**Q:** I have a four-atom cell of In₃Se and a choice of wave cutoffs between 200 and 420 eV. Can I estimate with pencil and paper how large the basis becomes, and how much energy error each choice leaves?

**A:** Yes, but the two estimates rest on different physics and deserve different degrees of trust. The size of the basis is a matter of geometry, whereas the energy error depends on the shape of the orbitals. These PBE results let us test both.

In3Se in a 4-atom P1 cell (a = 4.774, b = 4.794, c = 4.803 Å; 27.48 Å³ per atom), computed with Ansatz 0.2.0 using scalar-relativistic plane-wave PAW, PBE, no spin polarisation, a Gamma-centred 6×6×6 k mesh and 0.1 eV Gaussian smearing. Atoms are fixed; energies at zero smearing and forces (largest change over atoms and axes) are compared with those at a 600 eV cutoff.

| wave cutoff (eV) | energy less reference (meV/atom) | largest force change (eV/Å) | plane waves at gamma |
| --- | --- | --- | --- |
| 200 | 6720 | 0.0388 | 739 |
| 250 | 782 | 0.00402 | 1005 |
| 300 | 55.7 | 0.00227 | 1317 |
| 350 | 2.59 | 0.00019 | 1641 |
| 420 | 1.05 | 0.00010 | 2107 |

**Q:** Then the basis first. What does the cutoff actually select?

**A:** A plane wave with wave number $k$ has the kinetic energy $\hbar^2k^2/2m$, and the wave cutoff $E$ is the largest kinetic energy admitted. In a periodic crystal the allowed waves form a regular lattice of points in the space of wave vectors. The cutoff therefore draws a sphere around the origin of that space, and the basis consists of the points inside it.

**Q:** So I divide the volume of the sphere by the volume that belongs to one point?

**A:** Exactly. With $\Omega$ for the volume of the cell, each point occupies $(2\pi)^3/\Omega$. The sphere has the volume $4\pi k^3/3$, so the number of plane waves is

$$N \approx \frac{\Omega k^3}{6\pi^2} = \frac{\Omega\,E^{3/2}}{440},$$

with $\Omega$ in Å³ and $E$ in eV. The 440 contains only natural constants. Four atoms at 27.48 Å³ each make 110 Å³, which leaves a formula for the back of an envelope:

$$N \approx 250\left(\frac{E}{100\ \text{eV}}\right)^{3/2}.$$

**Q:** Let me try it. At 200 eV I get $250 \times 2^{3/2} = 707$, and the table has 739. At 350 eV I get $250 \times 3.5^{3/2} = 1637$, and the table has 1641. Why is the second so much better?

**A:** Because a sphere has a smooth volume, while lattice points enter it in groups. This cell is almost a cube, and in a cube each wave is labelled by three whole numbers, with an energy proportional to the sum of their squares. Take the label (5, 2, 1): with all exchanges of place and sign it stands for 48 waves of exactly the same energy. In a cube of this volume that energy is 197 eV, so a cutoff of 200 eV has just let the whole group in.

**Q:** Then the formula is low there because it spreads those 48 waves over a range of energies, part of which lies above the cutoff?

**A:** Yes, because just before that group the count agreed with the formula. At 350 eV a large group has only just come in as well, but there the count had lagged behind, and much of the group goes into closing that gap. The picture can be tested by counting. A perfect cube of the same volume holds 739 waves below 200 eV, exactly as in the table. At 420 eV the cube holds 2109 against 2107 in the table, while the smooth formula gives about 2 % too many. These are the two rows where the formula misses most; at 250 and 350 eV, where it misses by less, the cube is no real improvement. The small differences that remain between cube and table arise because the real cell is slightly distorted, which splits each group and can push some members across the cutoff.

**Q:** How far can I trust the formula, then?

**A:** It stays within 5 % over the whole table, and it carries over to any other crystal once you insert the volume of its cell. In a larger cell the points lie closer together, so the groups matter less. In a very small cell at a low cutoff they matter more. The count here is for waves centred on the origin; at other points of the $k$ mesh the sphere is shifted and the number changes a little.

**Q:** Now the energy. If I know the number of waves, do I know the error?

**A:** No, because the error depends on how fine a detail the waves can draw, and that is fixed by $E$ alone. Double the cell by repeating it, and at the same cutoff you have twice as many waves but essentially the same error per atom. What counts is how much of each orbital lies at wave numbers beyond the sphere. A compact orbital has fine detail and reaches far out; a spread-out one does not.

**Q:** Which orbitals are the compact ones here?

**A:** Most likely the 4d shell of indium and the 3d shell of selenium. The calculation treats 55 electrons, which fits 13 for each indium atom and 16 for selenium, and these numbers include ten d electrons per atom. Such shells are known to demand high cutoffs. The table gives only the total, so it does not tell how the error is shared between the two elements.

**Q:** And how does the missing part of an orbital turn into an energy?

**A:** The true ground state is a minimum of the energy, so a small fault in an orbital costs nothing to first order. The cost is of second order: the square of the missing amplitude, multiplied by a kinetic energy that varies slowly in comparison. Now take a Gaussian orbital, $e^{-\alpha r^2}$, where a larger $\alpha$ means a more compact shape. Its amplitude at wave number $k$ falls as $e^{-k^2/4\alpha}$, and the square as $e^{-k^2/2\alpha}$.

**Q:** Since $k^2$ is proportional to $E$, the error should fall exponentially with the cutoff.

**A:** Yes, and that gives a rule for mental arithmetic: equal steps in the cutoff divide the error by equal factors. A Gaussian orbital supplies the form, but the two constants have to come from data. They belong to the datasets used here for indium and selenium, and other elements need their own. I drew a least-squares straight line through the logarithm of the energy error against the cutoff, using the four rows from 200 to 350 eV. Rounded, it says: 45 meV/atom at 300 eV, and a factor of 14 for every 50 eV.

**Q:** For 200 eV I go down two steps, so the error is $45 \times 14 \times 14 = 8820$ meV/atom. For 350 eV I go up one step and get $45/14 = 3.2$ meV/atom.

**A:** The table has 6720 and 2.59 meV/atom, relative to the calculation at 600 eV. You are too high by about 30 % and 25 %, in a quantity that changes by a factor of more than two thousand between the two rows. Both rows were used to draw the line, though, so this shows how well the form fits and is no independent forecast. When each of the four rows in turn is predicted from the other three, the typical miss is a factor of 1.8.

**Q:** Both my estimates were too high. Is the rule too high everywhere?

**A:** No, at 250 and 300 eV it is about 19 % too low. High at both ends and low in the middle means that the true curve bends. The table shows the bend directly: successive steps of 50 eV divide the error by about 9, then 14, then 22. Even a Gaussian orbital would bend a little this way, because the derivation dropped factors that grow as powers of $k$, such as the number of waves at each $k$ and the angular factor of a d orbital. That bend is expected to be much weaker than the one in the table. The orbitals that the plane waves must describe have been smoothed near the nuclei, and their tails need not follow a Gaussian.

**Q:** Then why not use a formula with the bend built in?

**A:** One can. If the logarithm of the error is made to fall with the square of the cutoff, again with two constants, the same four rows are matched to about 2 %. I know of no derivation for that form, however, and the next row shows what the close match is worth. At 420 eV this formula predicts an error 70 times too small.

**Q:** And the simple rule at 420 eV?

**A:** It fails too, though less badly. From 350 to 420 eV it expects the error to be divided by $14^{70/50} \approx 40$, which would leave 0.08 meV/atom. The table has 1.05, so the rule is too low by a factor of 13. The steep fall has ended, and something that decays much more slowly is left.

**Q:** What could that be?

**A:** A plausible candidate is the smoothing itself. Inside a sphere around each nucleus the orbital is replaced by a smoother function, which joins the original with only a limited number of continuous derivatives. Such a joint produces a weak tail that falls as a power of $k$, and it shows once the exponential part has become small. If the slow part falls steadily, about 1 or more of the 2.59 meV/atom at 350 eV already belongs to it, and a tail falling as a power would be expected to supply more than half. The last point of my line is therefore a mixture, and the steep part alone bends more than the factors 9, 14 and 22 suggest. The grid for the density was refined together with the wave cutoff, so it may contribute as well; these rows do not separate the two. Because the tail is slow, the reference at 600 eV may itself keep part of it, and the table cannot show how much.

**Q:** So where does the rule help me?

**A:** On the steep part, where it tells you what a cutoff that is too low will cost. Suppose you can tolerate 10 meV/atom. You must divide 45 by 4.5, which takes $\ln 4.5/\ln 14 \approx 0.57$ of a step, or about 30 eV, and you arrive near 330 eV. Bear in mind that the program itself flags the four lowest cutoffs as below the recommended value, so the rule describes a region that production work should normally leave.

**Q:** Is it expensive to leave it?

**A:** Here the two estimates come together. Going from 300 to 350 eV takes 25 % more plane waves and divides the energy error by more than twenty. Going on to 420 eV takes another 28 % and divides it by only 2.5. The basis grows gently, as a power of the cutoff, while the error first collapses and then creeps. Leaving the flagged region is therefore cheap, though the last step in this table lowers the energy error by only about 1.5 meV/atom.

**Q:** At 250 eV the energy is wrong by 782 meV/atom. Surely nothing from such a calculation is usable?

**A:** Look at the largest force change in that row: 0.004 eV/Å. The atoms sit slightly off their symmetric places, so there are real forces to compare with. Their largest component along any axis is 0.071 eV/Å at the reference cutoff. An enormous energy error thus goes with a change of at most about 6 % of that component, though one of the small components nearly doubles. The stress fares worse: the same run gives a pressure of −0.34 GPa against +0.02 GPa at the reference, and two of the three shear components change sign.

**Q:** How can the energy be so wrong and its slope so nearly right?

**A:** Plane waves fill space evenly and favour no position. If a d shell moves with its atom and keeps its shape, the same part of it is missing before and after the move. The energy error is then almost a constant, and a constant has no slope. The argument has its limit in the first row: at 200 eV a force component changes by up to 0.039 eV/Å, more than half of the largest component.

**Q:** Then the error should also cancel when I subtract the energies of two different crystals at the same cutoff.

**A:** The same reasoning suggests that much of it will, provided that both contain the same atoms in the same numbers. But a change of bonding alters the orbitals more than a small displacement does, and all these rows share one arrangement of atoms. How much of the 782 meV/atom would survive in such a difference is still open. A second In₃Se structure, calculated at 250 and at 600 eV, would show it for one pair.
